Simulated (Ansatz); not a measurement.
# A ladder of methods for SiH2 (SMILES [SiH2])

The species is SiH2 (3 atoms), meant as a singlet with charge 0. As SMILES, `[SiH2]`. The coordinates come from a PBE0-D4/def2-TZVP relaxation.

```jsonl
{"atom": "Si", "x (Å)": "-0.4912", "y (Å)": "0.4686", "z (Å)": "-0.2136"}
{"atom": "H", "x (Å)": "0.8403", "y (Å)": "0.5786", "z (Å)": "0.5225"}
{"atom": "H", "x (Å)": "-0.3491", "y (Å)": "-1.0472", "z (Å)": "-0.3089"}
```

Quantity: the vertical ionisation energy (to the doublet cation), in eV. The values are calculated.

| level | kind | program | value (eV) | less FCI/3-21G | CPU time (all runs) |
| --- | --- | --- | --- | --- | --- |
| HF/3-21G | Hartree–Fock | Ansatz | 8.48 | -0.30 | 0.24 s |
| SVWN5/3-21G | LDA | Ansatz | 9.41 | +0.63 | 1.1 s |
| B3LYP/3-21G | global hybrid | Ansatz | 9.43 | +0.65 | 1.6 s |
| HSE06/3-21G | range-separated hybrid | Ansatz | 9.33 | +0.55 | 2.1 s |
| wB97X/3-21G | range-separated hybrid | Ansatz | 9.41 | +0.63 | 6.9 s |
| RPA@PBE/3-21G | RPA | Ansatz | 8.93 | +0.15 | 1.9 s |
| CCSD(T)/3-21G | coupled cluster or CI | Ansatz | 8.78 | 0.00 | 0.5 s |
| CCSDTQ/3-21G | coupled cluster or CI | Ansatz | 8.78 | 0.00 | 7.1 s |
| FCI/3-21G | exact in the basis | Ansatz | 8.78 | 0.00 | 0.97 s |

FCI/3-21G is exact within its basis and frozen core, so for wave-function methods in that basis the difference is their error; functionals converge differently with the basis, so for them it is only a difference. The values span 8.48 to 9.43 eV. All rows use very small basis sets, so none should be taken for the real molecule's value. Times are those of the runs behind each value, whatever else they computed, on shared processors of several kinds: orders of magnitude only.

Electron correlation raises the ionisation energy of SiH2: Hartree–Fock falls 0.30 eV below the full-CI result. The electron leaves the silicon lone pair, an orbital of largely 3s character, so the neutral singlet loses the correlation energy of that pair on becoming a doublet. Excitation of the pair into the empty out-of-plane 3p orbital probably adds to this, since it stabilises the neutral in a way the cation cannot match. CCSD(T) already reproduces full CI to the printed precision, so this mixing is evidently mild enough for a single-reference treatment, and quadruples bring no visible change in the energy difference.

The four density functionals lie close together, with LDA among the hybrids, so the result shows little sensitivity to exact exchange. Their common offset from full CI neither ranks them nor shows that they overbind the electron. The adiabatic ionisation energy should be lower than the vertical one, because removing a lone-pair electron favours a wider H–Si–H angle.
